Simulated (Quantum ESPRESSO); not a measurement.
# Work function, top-layer force and surface energy of unrelaxed Sr(110) slabs of 3 to 8 layers with PBE

How many layers a Sr(110) slab needs depends on which surface property is wanted and how closely. Too thin a slab lets one face disturb the other, while each added layer raises the cost. Three quantities are followed here from 3 to 8 layers with PBE: the work function $\Phi$, measured from the Fermi level to the vacuum level; the force on the top atom, negative when it points into the slab; and the excess energy of both faces, measured against a bulk energy per layer taken from the thicker slabs. The atoms stay at bulk places, so the results describe the unrelaxed surface. The 8-layer slab serves as the reference for thickness, not as a substitute for experiment.

## Method

Quantum ESPRESSO 7.5 (pw.x), driven by a script. Symmetric 1×1 slabs of Sr(110) (fcc) at the tabulated measured lattice constant, atoms at bulk places, 7.5 Å of empty space on each side as the script builds them, with open boundaries by the effective screening medium. Mesh 4×8×1 for all thicknesses, Marzari-Vanderbilt smearing of 0.02 Ry, spin-paired, no spin-orbit coupling. PBE, GBRV ultrasoft: cutoffs 40 and 200 Ry; PBE, SSSP efficiency: cutoffs 45 and 360 Ry. The excess energy is the slab's energy less the number of layers times the slope of a straight line through the thicker slabs; it is twice the surface energy per cell.

Notes on method and selection:

- Confinement between the two faces quantises the states along the normal, so values can oscillate with thickness.
- The measured lattice constant is no functional's own, which adds to the force.
- One run with the GBRV potentials ended in an error and is not listed.
- Runs that did not converge, have known faults or may not be shown are not listed, and runs on Ansatz's PAW sets soft_1 and soft_2 are kept to separate tables.

Columns:

- layers: number of atomic layers.
- Φ (eV): work function: vacuum level outside the slab less the Fermi level.
- force (eV/Å): force on the top atom along the outward normal; negative pulls it inwards.
- excess energy (meV): excess energy of the slab, both faces, per 1×1 cell.

## Results

| member | layers | Φ (eV), PBE, GBRV ultrasoft | Φ (eV), PBE, SSSP efficiency | force (eV/Å), PBE, GBRV ultrasoft | force (eV/Å), PBE, SSSP efficiency | excess energy (meV), PBE, GBRV ultrasoft | excess energy (meV), PBE, SSSP efficiency |
| --- | --- | --- | --- | --- | --- | --- | --- |
| 3 layers | 3 | 2.558 | 2.558 | −0.1387 | −0.1413 | 1313.0 | 1313.0 |
| 4 layers | 4 | 2.525 | 2.525 | −0.0798 | −0.0917 | 1306.8 | 1306.8 |
| 5 layers | 5 | 2.585 | 2.584 | −0.0586 | −0.0716 | 1305.4 | 1305.3 |
| 6 layers | 6 | 2.555 | 2.558 | −0.0724 | −0.0835 | 1312.4 | 1312.4 |
| 7 layers | 7 | 2.562 | 2.562 | −0.0783 | −0.0712 | 1305.9 | 1305.9 |
| 8 layers | 8 | 2.567 | 2.567 | −0.0743 | −0.0759 | 1306.5 | 1306.5 |

## What drives the series

None of the three quantities changes steadily with thickness. The work function varies within 0.060 eV, with its lowest value at 4 layers and its highest at 5. The excess energy varies by 1313.0 − 1305.4 = 7.6 meV with GBRV, less than 0.6 % of its size, and is high at 3 and 6 layers. The force is inward throughout and clearly strongest at 3 layers.

The simplest model rests on two assumptions. First, every added layer becomes interior material and costs the same energy $\varepsilon$. Second, the two equal faces do not influence each other, so each costs a fixed surface energy $\gamma$ per cell. The total energy of $N$ layers is then

$$E(N) = N\varepsilon + 2\gamma .$$

The table subtracts $Ns$, where $s$ is the fitted slope. The excess energy becomes

$$X(N) = E(N) - Ns = 2\gamma + N\delta, \qquad \delta = \varepsilon - s .$$

Taking the difference between $N$ and a chosen thickness $M$ removes $\gamma$:

$$X(N) = X(M) + \delta\,(N - M).$$

The two parameters are $X(M)$ and $\delta$. If $s$ equals the true bulk energy per layer, $\delta$ vanishes and the excess energy is constant. The second assumption also makes $\Phi$ and the force constant, because neither would then depend on the distance to the far face.

The two columns agree within 0.003 eV for $\Phi$ and 0.1 meV for the excess energy. This is a weak test of the potentials, since the SSSP collection takes many of its files from GBRV and the near-identical energies suggest that strontium is such a case. The forces differ most at 5 layers, by 0.0716 − 0.0586 = 0.0130 eV/Å. An incompletely converged density is a likely reason, as it affects forces to first order but energies only to second order; the different density cutoffs may contribute.

## The model against the table

The model is fixed on the 4-layer and 8-layer slabs in the GBRV column, which gives

$$\delta = \frac{1306.5 - 1306.8}{8 - 4} = -0.075\ \text{meV per layer}.$$

The other four thicknesses follow from $X(N) = 1306.8 - 0.075\,(N - 4)$, in meV per cell for both faces:

- 3 layers: 1306.8 − 0.075 × (3 − 4) = 1306.88 meV. The table has 1313.0, higher by 1313.0 − 1306.88 = 6.1 meV.
- 5 layers: 1306.8 − 0.075 × (5 − 4) = 1306.73 meV. The table has 1305.4, lower by 1.3 meV.
- 6 layers: 1306.8 − 0.075 × (6 − 4) = 1306.65 meV. The table has 1312.4, higher by 5.8 meV.
- 7 layers: 1306.8 − 0.075 × (7 − 4) = 1306.58 meV. The table has 1305.9, lower by 0.7 meV.

The mean miss is (6.1 + 1.3 + 5.8 + 0.7) / 4 = 3.5 meV. These four values also scatter by 3.5 meV about their own mean, so the model predicts no better than a constant. The small scatter supports a nearly fixed surface energy, but the model gives no rule for the changes with thickness. The small $\delta$ is no separate test, because $s$ was itself fitted to the thicker slabs.

The choice of slabs matters greatly for $\delta$. Fixing the line on 3 and 8 layers instead gives (1306.5 − 1313.0) / (8 − 3) = −1.3 meV per layer. An error of that size in the bulk energy per layer would shift the excess energy of the 8-layer slab by 8 × 1.3 = 10.4 meV, more than the whole spread of the column. A bulk reference drawn from only two slabs can therefore introduce a larger error than the thickness itself.

## Departures from the trend

The two large misses in excess energy, at 3 and 6 layers, are both positive. Confinement, which breaks the assumption of independent faces, offers a possible cause. For free electrons, two per atom, in an fcc crystal with layer spacing $d = a/(2\sqrt{2})$,

$$\frac{k_F d}{\pi} = \frac{(24\pi^2)^{1/3}}{2\sqrt{2}\,\pi} \approx 0.70 .$$

Each layer thus adds about 0.70 of a half wavelength, and the pattern nearly repeats after 1 / (1 − 0.70) = 3.3 layers. That fits high values three layers apart, but the 4×8×1 mesh, common to both columns, could produce shifts of similar size.

The work function departs at other thicknesses: relative to 8 layers it is, with GBRV, 2.567 − 2.525 = 0.042 eV lower at 4 and 2.585 − 2.567 = 0.018 eV higher at 5, where the excess energy is ordinary.

The force fails most clearly at 3 layers, where it is 0.1387 − 0.0743 = 0.0644 eV/Å more inward than at 8 with GBRV. There the atom directly below the top one, two layers down, itself belongs to the opposite face. From 4 layers on, this nearest neighbour lies inside the slab.

## Conclusions and limits

With the common bulk energy per layer used here, any slab from 3 to 8 layers gives the unrelaxed surface energy within 1 % of the 8-layer value, 1306.5 / 2 = 653 meV per cell and face. For $\Phi$, all slabs from 5 layers on lie within 0.02 eV of the 8-layer value. The 3-layer slab does too, but the 4-layer slab does not, so the agreement at 3 layers is no sign of convergence. Three layers are too few for the force, and the slabs of 4 to 7 layers agree with the 8-layer value only to within about 0.02 eV/Å.

Errors of the functional are probably larger than these spreads. PBE lacks long-range correlation, and including it would be expected to raise the surface energy; PBE work functions of metals also tend to be somewhat too low. Agreement between slabs therefore shows convergence with thickness, not accuracy against experiment.
